Neither the number of basis functions nor the total energy tells whether a basis set gives a usable band gap for SiC. Five of the seven sets compared here put the PBE0 gap within a window of 0.15 eV. The other two, sto-3g and 6-31gstar as it was run, lie 4.5 and 2.3 eV above the pob-tzvp reference. What matters, as theory argues and the numbers allow, is whether the set holds functions that suit the lowest empty states.

All-electron periodic DFT with PySCF 2.14.0 and the PBE0 functional, in Gaussian orbitals, for SiC (space group F-43m, two-atom cell) at fixed geometry. All runs use a 2×2×2 k mesh, Gaussian density fitting and no spin polarisation, and leave out basis functions with exponents below 0.1 bohr⁻². The gap is taken between states on the k mesh.

```
                 sweep value  gap (eV)  scf iterations
       sto-3g (all-electron)     7.639               6
pob-dzvp-rev2 (all-electron)     3.245               5
     def2-svp (all-electron)     3.173               6
      cc-pvdz (all-electron)     3.209               6
    6-31gstar (all-electron)     5.402               6
pob-tzvp-rev2 (all-electron)     3.095               6
     pob-tzvp (all-electron)     3.122               6
```

A basis set is the stock of atom-centred functions from which the program builds the electron states of the crystal. The gap is the energy between the highest filled and the lowest empty state on the mesh of k points. Only the stock of functions changes from row to row; the crystal stays the same. Each row uses the set in its first column, and all electrons are treated explicitly. The column "scf iterations" counts the cycles needed until the electron density reproduces itself, and it is five or six throughout. A calculation can thus converge smoothly within a poor basis and report a gap that is far too wide.

The tempting explanation is the number of functions, N. The sto-3g set has 14 functions in the cell and the widest gap, while the two triple-zeta pob sets have 40 and the narrowest gaps. A complete basis would remove the basis error altogether, so it seems natural that the error should shrink steadily as N grows. The simplest formula of this kind is

gap ≈ A + B/N

where A would be the gap of a complete basis and B the strength of the basis error.

With A and B set by least squares on all seven rows, the formula has a typical miss of 0.65 eV. It does worst in the limit for which it was written. For very large N only A remains, and A comes out at 0.4 eV with an uncertainty of 0.8 eV, although the two largest sets agree on a gap of about 3.1 eV. The steep slope comes from the two rows with wide gaps, sto-3g and 6-31gstar: either of them is enough to keep it, and it carries the line far below any sensible value.

Another formula in N would not rescue the idea. The cc-pvdz and 6-31gstar runs both used 28 functions, so any rule that knows only N must predict one and the same gap G for both. Their computed gaps are 3.209 and 5.402 eV. Wherever G is placed, the two misses add up to at least the distance between these values:

|G − 3.209 eV| + |5.402 eV − G| ≥ 2.193 eV

The larger miss is therefore at least half of this, about 1.1 eV. That is about seven times the whole spread of the five sets that agree. The best compromise would put G midway between the two rows and be badly wrong for both. The 1/N formula, which had both rows in its fit, predicts about 4.0 eV for them and so fails in both directions.

The second explanation looks sounder: the better the total energy, the better the gap. For a given functional, a more flexible basis can reach a lower total energy, so it is tempting to watch that number alone. Over all seven rows the gap and the energy error relative to pob-tzvp do rise together, with a correlation coefficient of 0.88. Without sto-3g the coefficient is −0.20. The apparent law rests on a single row that is poor in both respects.

The def2-svp and 6-31gstar rows show the failure directly. The total energy of def2-svp lies 1725 meV per atom above that of pob-tzvp, nearly seven times the excess of 6-31gstar. Yet def2-svp gives an ordinary gap, only 0.05 eV wider than the reference, while 6-31gstar is far off. A rule in which a worse energy never means a narrower gap would have to place these two rows the other way round, or at best level. It too must miss one of them by at least 1.1 eV.

The size of the mismatch is easier to grasp for the whole cell, which holds two atoms. For def2-svp the energy excess is

2 × 1.725 eV = 3.45 eV

which is more than the gap itself. Almost none of it appears in the gap. An error in the total energy and an error in the gap must therefore be able to arise in different places.

A limiting case shows how this can happen in an all-electron calculation. Suppose a set is enlarged only by very compact functions close to the nuclei. They improve the core electrons, whose energies are huge, so the total energy may fall by electronvolts. The states on either side of the gap have little of their density there, so their energies should shift far less than the total. N has risen and the energy has improved, but the gap has hardly moved. Standard theory thus makes the core the natural home of the def2-svp error, though the energies above are totals and do not separate core from valence.

The opposite limit is a function added where the lowest empty state needs it. Let ε be the energy of a state in the old basis, E the energy of the added function after its overlap with the old set has been removed, and V the coupling between the two. If E lies well above ε and V is small compared with that distance, the state shifts by

Δε ≈ −V²/(E − ε)

The shift is downward. An empty state lies closer to E than a filled one does, so for equal coupling it falls further, and the gap narrows.

The coupling matters as well as the distance, and it enters as a square. A function that the old set can already build adds nothing, and one that sits where the state has no density adds next to nothing. In both cases the count rises while the level stays put, or very nearly so. This is why a count is a poor guide: it gives the same weight to a function that repairs the lowest empty state and to one that does not touch it. The total energy has a different blind spot, because it is built from the filled states alone.

The sto-3g set comes close to the limit of no freedom at all. Carbon and silicon together bring 20 electrons, which fill 10 bands, so its 14 functions leave just four empty ones. Apart from the cores, there are eight valence functions, one s and three p on each atom. They must form both the four filled bonding bands and the four empty antibonding bands. The functions were shaped for occupied atomic orbitals, and the antibonding states have no others with which to change their radial form. Their energy stays too high, which is the usual fault of a minimal basis and agrees with the gap of 7.6 eV.

A richer set normally offers several functions of different extent for each valence orbital. The filled and the empty states can then mix them in different proportions. Because carbon attracts electrons more strongly, the filled bonding states lean towards carbon and the antibonding states towards silicon. This suggests that the silicon valence functions deserve special attention when the gap of this crystal is the target, though no row changes them alone.

This argument gives a direction, not a size, since V is not known. Relative to pob-tzvp, five of the six other sets do have a wider gap; pob-tzvp-rev2 is narrower by 0.03 eV. Such an exception is no contradiction. Even if one set contained the other and the Hamiltonian were held fixed, only the single levels would be bound not to rise; the gap, a difference of two levels, could still change either way. Here the sets also come from different families, and each run finds its own density. The small differences among the five good sets are therefore no ranking of quality.

The failure of 6-31gstar has a suspect in the settings. Very diffuse functions, those with exponents below 0.1 in atomic units, were removed before the runs. Compared with the standard sets, 6-31gstar and cc-pvdz each lost four functions, which matches one outer s and three outer p functions on silicon; def2-svp lost one. These are the kind of functions that the empty states should need, so their loss may well have widened the gap of 6-31gstar.

The cc-pvdz row keeps this suspicion in check. It lost as many functions, apparently of the same kind, and still lies within 0.09 eV of pob-tzvp. The loss by itself is thus not enough to open the gap by more than 2 eV. If the lost functions are the ones named, both sets keep one s and three p functions for the silicon valence shell, besides d functions. The difference then lies in the shapes of the functions that remain, on silicon or on carbon, and the table cannot say which of them matter. Repeating both runs with their diffuse functions restored would show how much of the wide gap is due to the loss. Until then the 5.4 eV belongs to the truncated set, not to 6-31gstar as published.

In practice, the quantity to converge is the one that will be used. If that is the gap, compute it with at least two sets of different construction and look at the change in the gap itself. For this crystal, sets that agree to within about 0.15 eV form the normal group, and a result electronvolts away from it calls for a look at the basis before any physical reading. Neither a smooth self-consistency cycle nor a modest energy error would have exposed the 6-31gstar result.

It also pays to compare the number of functions actually used with that of the published set. Here the number serves as a check on the input, not as a measure of quality: if both counts take the same number of d functions per shell, five or six, a shortfall shows that something was removed. The reason to cut diffuse functions in crystals is that those on neighbouring atoms overlap so strongly that they become nearly redundant, which can upset the calculation. The cut is then a reasonable choice, but it makes a new basis set, and that set needs its own test of the gap.

Agreement between basis sets settles only the basis part of the error. All seven runs share the same coarse mesh of k points, and the exact exchange in PBE0 is known to converge slowly with that mesh. A shift from this source could move the five good gaps together and leave their agreement intact. Before the value near 3.1 eV is used as a prediction for the material, one of the good sets should be run again on denser meshes.
